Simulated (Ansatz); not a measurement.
**Ligand exchange: GeH2(CH3)2 + BH(CH3)(SH) → GeH2(CH3)(SH) + BH(CH3)2**

Species: GeH2(CH3)2, singlet; BH(CH3)(SH), singlet; GeH2(CH3)(SH), singlet; BH(CH3)2, singlet. The partners trade CH3 for SH: Ge–CH3 and B–SH bonds give way to Ge–SH and B–CH3.

Shapes, held fixed at every level: PBE0-D4/def2-TZVP. Flexible molecules stand in one conformer, not always the lowest. Programs: Ansatz 0.2.0. The zero-point and thermal change to 298 K, harmonic and unscaled (PBE0-D4/def2-TZVP), is -2.5 kJ/mol.

| level | kind | ΔH(298 K) (kJ/mol) | less CCSD(T)/def2-TZVPP |
| --- | --- | --- | --- |
| HF/def2-SVP | Hartree–Fock | +19.8 | -12.5 |
| r2SCAN-D4/def2-TZVPP | meta-GGA | +27.6 | -4.7 |
| PBE0-D4/def2-TZVPP | global hybrid | +26.5 | -5.8 |
| MP2/def2-TZVPP | perturbation theory | +33.1 | +0.8 |
| CCSD(T)/def2-SVP | coupled cluster or CI | +39.3 | +7.0 |
| CCSD/def2-SVP | coupled cluster or CI | +36.2 | +3.9 |
| CCSD/def2-TZVPP | coupled cluster or CI | +29.5 | -2.8 |
| CCSD(T)/def2-TZVPP | coupled cluster or CI | +32.3 | 0.0 |

The highest level, CCSD(T)/def2-TZVPP, gives ΔH(298 K) = +32.3 kJ/mol; the levels span +19.8 to +39.3. The column of differences is taken from that level and isn't an error. No measured value is set beside it here. Relativity is left out for Ge. Outer-core shells of Ge are correlated in most correlated rows, in sets that cover them unevenly.

The exchange is endothermic at every level, so thiolate prefers boron and methyl prefers germanium in this pair. The main reason is probably π donation: a sulfur lone pair can delocalise into the formally empty p orbital of three-coordinate boron, whereas tetrahedral germanium offers only weak acceptance into σ* orbitals. Hyperconjugation from the methyl group that replaces SH on boron recovers only part of that stabilisation.

Electron correlation strengthens the preference. In the def2-SVP basis the enthalpy rises from +19.8 kJ/mol with Hartree–Fock to +36.2 with CCSD and +39.3 with CCSD(T), which suggests that correlation favours the compact, partly multiple B–S bond. Enlarging the basis lowers both coupled-cluster values, by more than the triples raise them, so the direction of the exchange is better established than its exact magnitude. The closeness of MP2 to CCSD(T) in the larger basis may owe something to cancellation. Because the enthalpy combines changes in all four bonds, it doesn't isolate the strength of the B–S π interaction.
